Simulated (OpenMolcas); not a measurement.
**How basis sets differ on SiH4O2 (SMILES O[SiH2]O)**

The species is SiH4O2 (7 atoms), meant as a singlet with charge 0. As SMILES, `O[SiH2]O`. The shape is that of a GFN2-xTB optimisation. This is one conformer, not always the lowest.

Each level gives the HOMO–LUMO gap (eV). The values are calculated.

| level | kind | program | value (eV) | CPU time |
| --- | --- | --- | --- | --- |
| HF/STO-3G | Hartree–Fock | OpenMolcas | 22.90 | 1.6 s |
| HF/3-21G | Hartree–Fock | OpenMolcas | 17.88 | 1.7 s |
| HF/def2-SVP | Hartree–Fock | OpenMolcas | 17.12 | 3.3 s |
| HF/def2-TZVP | Hartree–Fock | OpenMolcas | 15.94 | 20 s |
| HF/cc-pVTZ | Hartree–Fock | OpenMolcas | 16.22 | 36 s |

The values span 15.94 to 22.90 eV. A Hartree–Fock LUMO above zero doesn't converge with the basis: it sinks as sets grow more diffuse. Orbital gaps aren't excitation energies. CPU times are rough (shared hosts, several kinds of processor): they show what a rung costs within a factor of a few.

The gap falls steeply from 22.90 eV with STO-3G to 17.88 eV with 3-21G, and more gently to 15.94 eV with def2-TZVP. The cc-pVTZ value of 16.22 eV breaks a strictly downward sequence, so cardinal number alone doesn't fix the result.

The HOMO is probably an oxygen lone-pair combination, which a split-valence set already describes reasonably well. The empty level is more sensitive. In a minimal basis, it has to be built from the same compact functions as the bonds, which forces it into a strongly antibonding Si–O and Si–H combination at high energy. Splitting the valence shell lets it spread outwards and relax. Minimal sets also tend to bind lone pairs too weakly, which by itself would narrow the gap, so the large STO-3G value points to the virtual level as the main cause. The difference between the two triple-zeta sets probably reflects their outermost exponents.

A smaller gap here is therefore no measure of a better ground-state description.
